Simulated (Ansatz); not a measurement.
## SbP: energy less free atoms and pressure against volume per atom

Periodic Kohn-Sham DFT of a crystal at fixed atoms; pressure and stress are positive in compression; the energy is the free energy less that of spherical unpolarised free atoms; site moments are those in the method's own spheres, positive along +z. The results are calculated, by Ansatz 0.2.0.

Cell of the first row (space group Fm-3m, No. 225):
```
CELL_PARAMETERS angstrom
0.00000 2.77960 2.77960
2.77960 0.00000 2.77960
2.77960 2.77960 0.00000
ATOMIC_POSITIONS crystal
Sb 0.00000 0.00000 0.00000
P 0.50000 0.50000 0.50000
```

Settings of every row: method all-electron LAPW; functional PBE; relativity scalar; k mesh 11x11x11; filling fermi-dirac; smearing width 0.05 eV; basis error target 0.5 meV/atom; nucleus gaussian.

Atom start moment: 0 on all atoms.

Limits: no spin-orbit coupling on heavy atoms; the cell comes from a prototype or a list of computed structures and needn't be the stable phase.

```
row  volume per atom (Å³)  energy less free atoms (eV/atom)  pressure (GPa)
  1                21.477                           -4.6095             3.4
  2                21.924                           -4.6164           1.623
  3                22.372                           -4.6187           0.007
  4                22.819                                 ?               ?
  5                23.267                           -4.6107          -2.757
```

Question: what energy less free atoms and pressure should row 4 give?

Worked fit of energy less free atoms. Take u = (V_r/V)^(2/3) − 1 with V_r = 22.148 Å³ an atom, which is twice the finite (Eulerian) strain; such expansions in the strain, on which the Birch-Murnaghan equation of state is built, carry the rest volume and the bulk modulus. The shown rows have u = 0.02072, 0.0068, -0.00669, -0.03233. Least squares give energy less free atoms = −4.61812 + 0.1643 × u + 12.173 × u² eV/atom; a straight line predicts inner rows, each left out in turn, worse (root mean square 0.0054 against 7.5e-05 eV/atom). All shown rows lie on it to the printed digit. Its lowest point lies at u = -0.0067, or V = 22.37 Å³ an atom, and the curvature there gives the bulk modulus at fixed shape and fractions, B = (4/9)(1 + u)² E″(u)/V = 76.4 GPa. The withheld row has u = -0.0197, so the fit gives −4.61812 + 0.1643 × (-0.0197) + 12.173 × (-0.0197)² = -4.6166 eV/atom.

The calculation gave -4.6166 eV/atom. The fit meets it to the printed digit.

Worked fit of pressure. Take u = (V_r/V)^(2/3) − 1 with V_r = 22.148 Å³ an atom, which is twice the finite (Eulerian) strain; such expansions in the strain, on which the Birch-Murnaghan equation of state is built, carry the rest volume and the bulk modulus. The shown rows have u = 0.02072, 0.0068, -0.00669, -0.03233. Least squares give pressure = 0.7946 + 119.556 × u + 299.88 × u² GPa; a straight line predicts inner rows, each left out in turn, worse (root mean square 0.13 against 0.0031 GPa). The rows lie off it by -0.001, 0.002, -0.001, 0.000. The pressure vanishes at u = -0.0068, or V = 22.37 Å³ an atom, and there the bulk modulus at fixed shape and fractions is B = −V dP/dV = (2/3)(1 + u) dP/du = 76.5 GPa. The withheld row has u = -0.0197, so the fit gives 0.7946 + 119.556 × (-0.0197) + 299.88 × (-0.0197)² = -1.444 GPa.

The calculation gave -1.45 GPa. The fit lies 0.006 GPa (0.097 % of the column's range) above it; its largest miss of a shown row is 0.002 GPa.
